## Why β-silicon nitride stiffens as it is squeezed

Silicon nitride resists compression more and more as it is squeezed, and yields more and more easily as it is stretched. Shortening every cell edge by 3% raises the pressure by 27.7 GPa, while lengthening every edge by 3% lowers it by only 19.1 GPa. The bonded network has almost no way to shrink except by shortening its Si–N bonds, and the repulsion between atoms rises ever more steeply as they come closer.

Ansatz 0.2.0, HSE06 calculations with PAW potentials for β-Si₃N₄ (14-atom cell, space group P6₃/m) at fixed cells and atomic positions. Plane-wave cutoff 420 eV, 3×3×6 k mesh, fixed occupations, no spin polarisation or spin–orbit coupling. Pressure and stress are positive in compression.

| volume (Å³/atom) | c/a | shortest distance (Å) | pressure (GPa) | stress xx (GPa) | stress zz (GPa) |
| --- | --- | --- | --- | --- | --- |
| 9.489 | 0.3820 | 1.680 | 27.000 | 26.400 | 28.300 |
| 9.786 | 0.3820 | 1.697 | 16.700 | 16.300 | 17.400 |
| 10.088 | 0.3820 | 1.713 | 7.500 | 7.300 | 7.800 |
| 10.365 | 0.3822 | 1.728 | 0.100 | 0.200 | 0.000 |
| 10.397 | 0.3820 | 1.729 | -0.700 | -0.600 | -0.700 |
| 10.712 | 0.3820 | 1.746 | -7.900 | -7.700 | -8.200 |
| 11.034 | 0.3820 | 1.763 | -14.200 | -14.000 | -14.800 |
| 11.361 | 0.3820 | 1.780 | -19.800 | -19.400 | -20.600 |

Pressure and stress count as positive when the crystal is compressed. Stress xx acts within the plane of the two equal edges $a$, and stress zz along the short edge $c$. The row at 10.397 Å³ per atom is a cell relaxed with the r2SCAN functional. All other rows except the one at 10.365 are this cell with its edges changed in steps of 1% and its atoms relaxed again with r2SCAN.

### From energy to pressure

The pressure $P$ is the downhill slope of the energy $E$ against the volume $V$, and the bulk modulus $K$ measures how fast that slope changes:

$$P=-\frac{dE}{dV},\qquad K=-V\frac{dP}{dV}=V\frac{d^2E}{dV^2}.$$

At the energy minimum the pressure is zero, which happens here near 10.37 Å³ per atom. The r2SCAN cell is about 0.3% larger, so HSE06 finds it slightly stretched and gives −0.7 GPa. That small mismatch between two functionals costs so much pressure because the crystal is stiff.

The first relation can be tried on the two most compressed rows. Between them the calculated total energy falls by 0.56 eV per cell of 14 atoms, while the volume grows by $9.786-9.489=0.297$ Å³ per atom. With 1 eV/Å³ equal to 160.2 GPa, the mean pressure over this step is

$$\bar P=\frac{0.56}{14\times0.297}\times160.2\ \text{GPa}\approx21.6\ \text{GPa}.$$

The average of the two tabulated pressures is 21.9 GPa. This difference of about 0.25 GPa is the largest in the series, and here it is close to 1% of the pressure. Part of it is expected from the averaging itself, because the pressure curve sags below the straight line between two rows. The stresses were only loosely converged, but the comparison shows that the main trend doesn't suffer from it.

### Why the curve bends

If the energy were a parabola in volume, equal volume changes would give equal pressure changes. Instead, the first 1% step from the compressed end lowers the pressure by 10.3 GPa and the last one by 5.6 GPa, although the last step adds more volume. Taken from neighbouring rows, the bulk modulus falls from about 334 GPa at the compressed end to 192 GPa at the stretched end.

The shortest Si–N distance shows where the strain goes. From the smallest to the largest cell the edges grow by 6.2% and this distance by 6.0%, so the bond follows the cell almost completely, even though the atoms were free to shift within it. Each silicon atom holds four nitrogen atoms and each nitrogen atom holds three silicon atoms, which leaves little room for folding. In quartz, where oxygen links only two silicon atoms, the tetrahedra can turn instead, and the crystal is much softer.

Squeezing bonds is costly because the repulsion between overlapping electron shells rises steeply at short distance, while the attraction changes more gently. On compression the steep part takes over and the energy curve bends more sharply; on stretching it fades. This is the standard explanation of such stiffening. The calculation doesn't divide the energy among pairs of atoms, so it can't tell how much of the repulsion acts along Si–N bonds and how much between neighbouring nitrogen atoms.

Shortening the edges by the first 1% from the r2SCAN cell takes about 8 GPa, and each further percent takes more. Hot pressing works at some tens of megapascals, so it hardly compresses the crystal itself; its use is to help close the pores between the grains.

### Equal strain, unequal stress

In the most compressed row stress zz is 28.3 GPa and stress xx 26.4 GPa, although all edges were shortened by the same fraction. In the most stretched row zz is again the larger in size. Equal strain along all edges thus meets a resistance 6 to 7% greater along $c$ than across it. A likely reason is that open channels run along $c$ and let the network give way a little in the plane across them, but no row tests this.

The row at 10.365 Å³ per atom breaks the pattern. Its neighbours suggest that zz and xx should be equal there, yet zz lies about 0.16 GPa lower. This cell was relaxed with another functional, r2SCAN-rVV10, and its $c/a$ is slightly larger, 0.3822 instead of 0.3820. A relatively longer $c$ relieves the stress along $c$ and adds to it across, which is the direction seen. The size is reasonable too: a change of shape of a few hundredths of a percent, times a stiffness of a few hundred GPa, should give one or two tenths of a GPa. In the other rows the difference between zz and xx changes smoothly, so the shift is unlikely to be mere scatter.

The table describes a crystal without thermal motion that keeps its β structure throughout. Under high pressure the denser spinel form of silicon nitride becomes the stable one, so the strongly compressed rows probably describe a metastable crystal.
